**Q:** I am looking at a hydrogen atom passing from methane to BH₂, which leaves CH₃ and makes BH₃. Carbon and boron stay about 2.9 Å apart and the atom moves along the line between them. What does the energy do?

**A:** The scan distance below is the length of the C–H bond being broken. The energy is counted from the first row. It comes from a multireference configuration interaction, which lets several electron arrangements mix and then adds correlation from the remaining electrons that are not frozen.

Ansatz 0.2.0, FIC-MRCISD (without Davidson correction) on a pair space of 3 electrons in 3 orbitals, cc-pVDZ basis, frozen cores. Hydrogen transfer from CH₄ to BH₂, charge 0, spin multiplicity 2, with rigid fragments from PBE0/def2-TZVP; the scan distance is the length of the breaking C–H bond, and energies are counted from the first row.

```
scan distance (Å)  MRCISD pair space, energy from the start of the scan (kJ/mol)
            1.090                                                           0.00
            1.184                                                           7.80
            1.371                                                          40.10
            1.559                                                          41.10
            1.747                                                          32.00
```

The energy rises, is almost the same in the third and fourth rows, and then comes down, but only part of the way. The first step looks gentle partly because it is half as long as the others. The Davidson correction, an estimate of correlation that the table leaves out, would shift no row by more than 2 kJ/mol.

**Q:** A C–H bond costs over 400 kJ/mol to break. Why is the top only about 40?

**A:** Because the atom is never set free. While it leaves carbon it approaches boron, from 1.82 Å in the first row to 1.17 Å in the last, which is about the length of a normal B–H bond. A rough bond curve says that stretching C–H to the last distance, with no boron nearby, would cost about 230 kJ/mol. The table has 32 there, so the new bond has paid most of the bill.

**Q:** Then why is there a hump at all? If one bond grows as the other fades, the sum could stay level.

**A:** It could if the two bonds were independent, but they share the hydrogen atom. Three electrons matter: one from carbon, one from hydrogen and one from boron. A bond needs two electrons of opposite spin. With three electrons, two must have the same spin, so hydrogen's electron cannot be fully paired with both neighbours at once. Halfway across, both bonds are stretched and together they may draw only about one bond's worth of pairing energy.

**Q:** Can that be put into a formula?

**A:** London's formula does it. Each bond has a classical part Q and a pairing part J, and the energy is

E = Q₁ + Q₂ − √(J₁² + J₂² − J₁J₂),

where 1 stands for C–H and 2 for B–H. If J₂ is zero, the root is J₁, an ordinary single bond. If both are equal to J, the root is again J and not 2J. That is the spin restriction in algebra.

**Q:** Please work one row through.

**A:** I take the row at 1.371 Å and compare it with the start. For each bond let y = exp[−a(r − r₀)], where r is its length. A Morse curve for paired spins, and Sato's half-depth repulsive curve for parallel spins, then give

Q = D(0.75y² − 0.5y) and J = D(1.5y − 0.25y²).

The bond data are rough, recalled values:

| Bond | D (kJ/mol) | a (1/Å) | r₀ (Å) |
|---|---|---|---|
| C–H | 470 | 1.8 | 1.09 |
| B–H | 460 | 1.5 | 1.2 |

With B–H lengths of 1.82 and 1.55 Å, the formula gives, in kJ/mol:

| Scan distance (Å) | Q₁ | Q₂ | J₁ | J₂ | E |
|---|---|---|---|---|---|
| 1.090 | 118 | −37 | 588 | 254 | −430 |
| 1.371 | −14 | −15 | 382 | 368 | −404 |

The difference is −404 + 430 = 26 kJ/mol, a hump of the right kind but too low against the table's 40.

**Q:** How do I know that the sharing makes the hump, and not the particular curves?

**A:** Keep the same curves and let both bonds have their full pairing energy, so that the root is replaced by J₁ + J₂. The energy at 1.371 Å then falls to about 18 kJ/mol below the start, where the table has a rise. Only the rule for counting the pairing has changed. This supports the sharing picture without proving it, since both versions rest on the same simple curves.

**Q:** Your formula should also bring the energy back down at the end. Does it?

**A:** It brings it down too far. At the last row it gives only 3 kJ/mol above the start, against 32 in the table. The formula sees two bonds of nearly equal strength and nothing else, so it makes the two ends almost level. In this scan the ends differ in a further way.

**Q:** What is different about the far end?

**A:** The two fragments keep the shapes they had at the start. The three hydrogens left on carbon still form the pyramid they had in methane, although a free methyl radical is planar. BH₂ likewise keeps its wide angle, although the angles in BH₃ are 120°. Both products are therefore strained, and this should raise the last row. The 32 kJ/mol may also contain a true difference in bond strength and an effect of the close contact between the fragments. This scan does not separate the three.

**Q:** Can the model allow for that?

**A:** Crudely, by adding a tilt that grows in proportion to the distance moved. I fitted its slope to all five rows, including the one worked above, and found about 47 kJ/mol per Å. The worked row then becomes 26 + 13 = 39 kJ/mol. The tilt also absorbs errors in my bond data and the neglected contact between carbon and boron, so its slope is not a measure of strain.

**Q:** How good is the result?

**A:** With the tilt, the model follows the table with a typical error of 2 kJ/mol, which flatters it. It fits worst at 1.559 Å, where it gives 38 kJ/mol against 41, and so it puts the highest row at 1.371 Å instead. A steeper B–H curve, with a = 1.8 in place of 1.5 per Å, raises the untilted hump at 1.371 Å from 26 to 37 kJ/mol. The shape is thus better founded than the height. The printed analysis follows this exchange; the zeros under its H–B distance are a printing fault, and the models used the true distances.

**Q:** The highest row is at 1.559 Å. Is that the transition point?

**A:** I would not say so. It lies only 1 kJ/mol above the row at 1.371 Å, and a calculation restricted to the three active electrons puts the two in the opposite order. With a small basis such a difference carries no meaning. The true top of this path may well lie between the two rows.

**Q:** Could I have used an ordinary single-determinant calculation?

**A:** Not restricted open-shell Hartree–Fock, if the height of the hump matters. It uses one determinant and gives 72 kJ/mol at 1.371 Å, against 40 in the table. It holds the bonding pair in one orbital and cannot let the two electrons avoid each other properly as the bond loosens. Letting three electrons spread over three orbitals brings the value down to 45, so most of the error lies in this one group of electrons. Error here means the distance from the table's method, in the same small basis and with frozen cores, not from a measured value. Density functionals also use one determinant but bring in correlation in another way, and they are not tested here.

**Q:** Does the molecule turn into separate radicals on the way?

**A:** No. The weakly occupied orbital would hold about one electron if the bonding pair had come fully apart. It holds 0.017 electrons at the start and 0.032 at its peak, at 1.371 Å. The pair loosens most there, as the sharing picture suggests, but it remains a pair.

**Q:** Is the three-electron calculation then enough for the whole curve?

**A:** It fails at the far end, where it gives 23 kJ/mol and the full treatment 32. Correlation beyond that within the three active electrons favours the start over the end. A plausible reason, which I have not tested, is that methane packs four bond pairs closely around one carbon atom, where they correlate strongly. After the transfer one of those pairs sits on boron, in a more spread-out surrounding. The search for the active orbitals can also settle on a higher solution, which would distort this comparison, and I have not repeated it to rule that out.

**Q:** Is there a simpler reaction that shows the same thing?

**A:** A hydrogen atom taking an atom from H₂ does. It too has three electrons, three centres and one bond's worth of pairing to share, and it too has a barrier. The likeness covers the hump only: its two ends are identical, and bare atoms have no shape to be strained.

**Q:** And if methane gave its hydrogen to a methyl radical instead of BH₂?

**A:** Reactants and products would then be the same. With the two carbons held as far apart as carbon and boron are here, and the fragment shapes free to relax, I would expect a symmetric curve with its top at the midpoint and level ends. To guess a related case, start from that symmetric hump and tilt it towards the side with the stronger bond. Then ask whether the fragments were allowed to relax, because frozen shapes lift the product side.

**Q:** May I take 41 kJ/mol as the barrier and 32 as the reaction energy?

**A:** Neither. The first row is already a close contact, with the hydrogen less than 2 Å from boron, so the zero is not that of separate reactants. The last row is a strained contact of the products. Both numbers belong to this rigid path.

**Q:** I care about this because boron-doped diamond for electronic devices is grown from hydrocarbon and boron hydride vapours. What can I use?

**A:** The mechanism, but not a rate. Hydrogen can pass between carbon and boron fragments for far less than the price of a broken bond, provided that the new bond forms while the old one is still stretching. A growth model would need the relaxed path and the temperature as well.

Numerical output:

```
fit of energy_mrcisd_pair - one on 5 rows: coefficient of x 47.41 +/- 2.7; rms 2.1, worst 1.559 -3.3, leave-one-out rms 3.63
fit of energy_mrcisd_pair - two on 5 rows: coefficient of x 24.78 +/- 44; rms 33.5, worst 1.371 -50.9, leave-one-out rms 55.8
Models in kJ/mol from the start:
    row  H-B distance in angstrom  C-H stretch alone  two independent bonds  shared electrons  shared with steeper B-H  shared plus tilt
   1.09                         0                  0                      0                 0                        0                 0
  1.184                         0              11.39                 -18.88             5.077                    8.326             9.533
  1.371                         0              74.07                 -17.81             25.62                    36.72             38.94
  1.559                         0              152.8                  5.079             15.57                     25.6              37.8
  1.747                         0              226.1                  58.41             3.455                    10.16              34.6
Levels in kJ/mol from the start:
    row  single determinant  active space only  MRCISD  MRCISD with Davidson correction  electrons in weak orbital
   1.09                   0                  0       0                                0                    0.01726
  1.184               17.59              9.842     7.8                            7.297                    0.02068
  1.371               71.86              45.48    40.1                            38.51                    0.03177
  1.559               56.42              43.46    41.1                            40.01                    0.02653
  1.747               25.43              23.31      32                            32.63                    0.01835
Highest row above the start (kJ/mol): 41.1
Highest row less the row at 1.371 angstrom (kJ/mol): 1
Fall from the highest row to the last row (kJ/mol): 9.1
Single determinant less MRCISD at 1.371 angstrom (kJ/mol): 31.76
Active space less MRCISD at 1.371 angstrom (kJ/mol): 5.375
MRCISD less active space at the last row (kJ/mol): 8.69
Largest shift by the Davidson correction (kJ/mol): 1.593
Weak orbital occupation at its peak over that at the start (ratio): 1.841
```
